Dear colleague,

The error bar on the mean kinetic temperature of your silicon run can be computed in three ways. What separates them is the length of run each needs before the bar itself is trustworthy. Here is the comparison, on a model that I can solve exactly.

**The model.** The stochastic velocity-rescaling thermostat of Bussi, Donadio and Parrinello (2007) adds to Newton's equations a change of the kinetic energy $K$,

$$dK=(K_0-K)\,\frac{dt}{\tau}+2\sqrt{\frac{K K_0}{N_f\tau}}\;dW ,$$

in the Itô sense, with $K_0=N_fk_BT/2$ and $W$ a Wiener process. Switch the forces off, so that this is the whole dynamics. The stationary law is canonical, with variance $\sigma^2=2K_0^2/N_f$. The drift is linear, so the normalised autocorrelation is exactly $\rho(t)=e^{-t/\tau}$. I choose 512 atoms, $N_f=1533$, $T=300$ K, $\tau=0.1$ ps and a typical time step of 1 fs. Then $\sigma$ is 10.8 K in temperature units. The skewness $\sqrt{8/N_f}$ is 0.07, so I treat $K$ as Gaussian.

**The exact error.** Record $n$ frames at stride $\Delta$, with $x=\Delta/\tau$ and $r=e^{-x}$. Summing the covariances of all pairs,

$$\mathrm{Var}\,\bar K=\frac{\sigma^2}{n}\Big[1+2\sum_{k=1}^{n-1}\Big(1-\frac kn\Big)r^k\Big]=\frac{\sigma^2 g}{n}\Big[1-\frac{\beta(1-r^n)}{n}\Big],$$

$$g=\frac{1+r}{1-r}=\coth\frac x2,\qquad \beta=\frac{2r}{1-r^2}=\frac1{\sinh x}.$$

For continuous averaging over a run of length $L$ the sum becomes an integral:

$$\mathrm{Var}\,\bar K=\frac{2\sigma^2\tau}{L}\Big[1-\frac{\tau}{L}\big(1-e^{-L/\tau}\big)\Big].$$

For $L\gg\tau$ the stride multiplies the variance by $(x/2)\coth(x/2)$. This widens the bar by 4.0 % at $\Delta=\tau$ and by 15 % at $\Delta=2\tau$. For 1 ns the bar is 0.153 K in the continuous limit and 0.159 K at $\Delta=\tau$, with 100 times fewer frames than steps. I therefore fix $\Delta=\tau$, where $g=2.164$ and $\beta=0.851$.

**Three estimators.** The target is $V=\sigma^2g$, the bar being $\sqrt{V/n}$. The bracket above differs from 1 by under 0.1 % for $n\ge10^3$. If $\hat V/V$ has bias $B$ and variance $S$, the relative rms deviation of the bar is $\delta\simeq\tfrac12\sqrt{B^2+S}$. An operation means one addition or multiply-add, and all three methods run as the frames arrive.

*Closed form (C).* Measure $\sigma^2$ and the lag-one correlation $r$, and insert them in $g$. Write the deviations from the mean as $a_{i+1}=ra_i+\eta_{i+1}$, with independent $\eta$ of variance $s^2=\sigma^2(1-r^2)$, so that $V=s^2/(1-r)^2$. The fit obeys $\hat r-r=\sum a_i\eta_{i+1}/\sum a_i^2$, with variance $(1-r^2)/n$. The estimate $\hat s^2$ has relative variance $2/n$ and is uncorrelated with $\hat r$ at this order. Hence

$$S_C=\frac2n+\frac{4}{(1-r)^2}\frac{1-r^2}{n}=\frac{2+4g}{n}=\frac{10.66}{n},$$

with a bias of order $1/n$, so $\delta\propto n^{-1/2}$. Work is 3 operations per frame, and memory 4 numbers.

*Window sum (W).* Add the sample autocovariances of lags $-w$ to $w$. The missing tail gives $B_W=-2r^{w+1}/(1+r)$. The estimator is a quadratic form in Gaussian data, so $S_W=(2/n)\sum_m u_m^2$ with $u_m=g^{-1}\sum_{|k|\le w}r^{|m+k|}$. The geometric sums give, dropping terms in $r^{2w+1}$,

$$S_W=\frac2n\Big[2w+1-2\beta+\frac{4r^2}{(1-r^2)(1+r)^2}\Big]=\frac{2\,(2w-0.367)}{n}.$$

The optimum has $B_W^2\approx2/n$, so $w\sim\tfrac12\ln n$ and $\delta\propto\sqrt{\ln n/n}$. Work is $w+2$ operations per frame, and memory $2w+2$ numbers.

*Blocks (B).* Average $b$ frames at a time, and take $b$ times the variance of the block means. The exact formula with $n\to b$ gives $B_B=-\beta/b$ once $r^b$ is negligible. Neighbouring block means have covariance $V\beta/2b^2$, and the same quadratic-form rule over $n/b$ blocks gives

$$S_B=\frac{2b}{n}\Big[\Big(1-\frac\beta b\Big)^2+\frac{\beta^2}{2b^2}\Big].$$

To leading order $b=(\beta^2n)^{1/3}$ and $B^2+S=3(\beta/n)^{2/3}$, so $\delta\propto n^{-1/3}$. Work is $1+2/b$ operations per frame, and memory 3 numbers.

One frame costs 100 steps, each touching at least $3\times512$ velocity components, so at least $1.5\times10^5$ operations. The analysis is negligible beside this, and the cost that matters is the step count $100\,n$. The tables use the best integer $w$ or $b$, known here because the model is solved.

| Budget (steps) | $n$ | $\delta_C$ | $\delta_W$ | $\delta_B$ |
|---|---|---|---|---|
| $10^5$ | $10^3$ | 5.2 % | 5.5 % ($w=3$) | 7.7 % ($b=9$) |
| $10^6$ | $10^4$ | 1.6 % | 2.0 % ($w=4$) | 3.7 % ($b=19$) |
| $10^7$ | $10^5$ | 0.52 % | 0.72 % ($w=5$) | 1.7 % ($b=42$) |

| Target $\delta$ | steps, C | steps, W | steps, B | ratio C : W : B |
|---|---|---|---|---|
| 5 % | $1.1\times10^5$ | $1.2\times10^5$ ($w=3$) | $3.9\times10^5$ ($b=14$) | 1 : 1.1 : 3.7 |
| 1 % | $2.7\times10^6$ | $5.0\times10^6$ ($w=5$) | $5.4\times10^7$ ($b=73$) | 1 : 1.9 : 20 |

I dropped the effects of subtracting the sample mean. The extra bias $-(2w+1)/n$ of the window would alone move 5.5 % to 5.6 %. For a true single exponential, C is the cheapest at both targets and the best in all three budgets, but at 5 %, or $10^5$ steps, W is nearly level with it. Denser frames help C little: $S_C=(\tau/L)\,x(2+4g)$ falls from $10.66\,\tau/L$ to $8\,\tau/L$ as $x\to0$, which lowers $\delta$ by 13 %.

**What the forces change.** In the crystal the thermostat term is the change of the total energy $E$. Integrating it,

$$\int_0^L(K-K_0)\,dt=-\tau\,[E(L)-E(0)]+2\tau\int_0^L\sqrt{\frac{KK_0}{N_f\tau}}\;dW .$$

The first term stays bounded, and the second has variance $4\tau K_0^2L/N_f=2\sigma^2\tau L$. So $\mathrm{Var}\,\bar K\to2\sigma^2\tau/L$ holds for continuous averaging with any potential. The shape of $\rho$ does change. In a classical harmonic crystal $K$ averages to $E/2$ over the vibrations, so $E$ relaxes with time constant $2\tau$. Since $\mathrm{Var}\,E=N_f(k_BT)^2$, the part $E/2$ carries half of $\sigma^2$. For vibrations fast against $\tau$,

$$\rho(t)\approx\tfrac12e^{-t/2\tau}+\tfrac12f(t),\qquad f(t)=\langle\cos2\omega t\rangle_{\rm modes}.$$

Suppose first that $f$ has died by $t=\tau$, and let $q=e^{-1/2}$. Then $g=1/(1-q)=2.54$, while $\rho(\tau)=0.303$ makes C report 1.87, a bar 14 % too small. The value of $f(\tau)$ matters at this level. Take a Debye spectrum with the compiled Debye temperature of 645 K (Råsander 2015), for which $f=3\int_0^1u^2\cos(2\omega_Dtu)\,du$ and $2\omega_D\tau=16.9$. Then $f(\tau)=-0.17$, and $\sum_kf(k\tau)$ over all integers $k$ is 0.77 in place of 1. The true $g$ becomes 2.43, C reports 1.56, and the bar is 20 % too small. These figures are the model's, since silicon's spectrum is not of Debye form and the thermostat's action on $f$, of relative order $1/\omega_D\tau=0.12$, is neglected. This bias of C is independent of $n$, so C misses both targets at any cost.

W and B survive. With $f$ dropped, $B_W=-q^{w+1}$. Because $0\le u_m\le1$ and $\sum_mu_m=2w+1$, we have $S_W\le2(2w+1)/n$. The block formulas hold with $\beta\to q/(1-q)=1.54$. For 5 %, W needs at most $2.9\times10^5$ steps ($w=6$) and B needs $7.1\times10^5$ ($b=26$). For 1 % the counts are at most $1.1\times10^7$ ($w=9$) and $9.8\times10^7$ ($b\approx132$). With $10^6$ steps and $w=8$, W reaches 3.0 % or better.

The stride rule also weakens. At $\Delta=\tau$ the variance exceeds the continuous value by the factor $g/2$, so the bar widens by 13 % with $f$ dropped and by 10 % in the Debye case. Most of the excess is the fast part aliased to zero frequency. By Poisson summation it vanishes when $\Delta$ is below half the shortest vibrational period, because the mode density vanishes at $\omega=0$. With the compiled optical frequency of 517 cm$^{-1}$ (Ioffe Institute, 300 K) assumed to be the top of the spectrum, that limit is 32 fs.

For your crystal, then, use W on the frames, with $w$ from 6 to 9 at $\Delta=\tau$, and keep C for series in which the correlation at lag two equals the square of that at lag one. For the mean of $K$ itself, one addition per step gives the continuous average, whose bar in this model cell is known in advance: 0.153 K for 1 ns.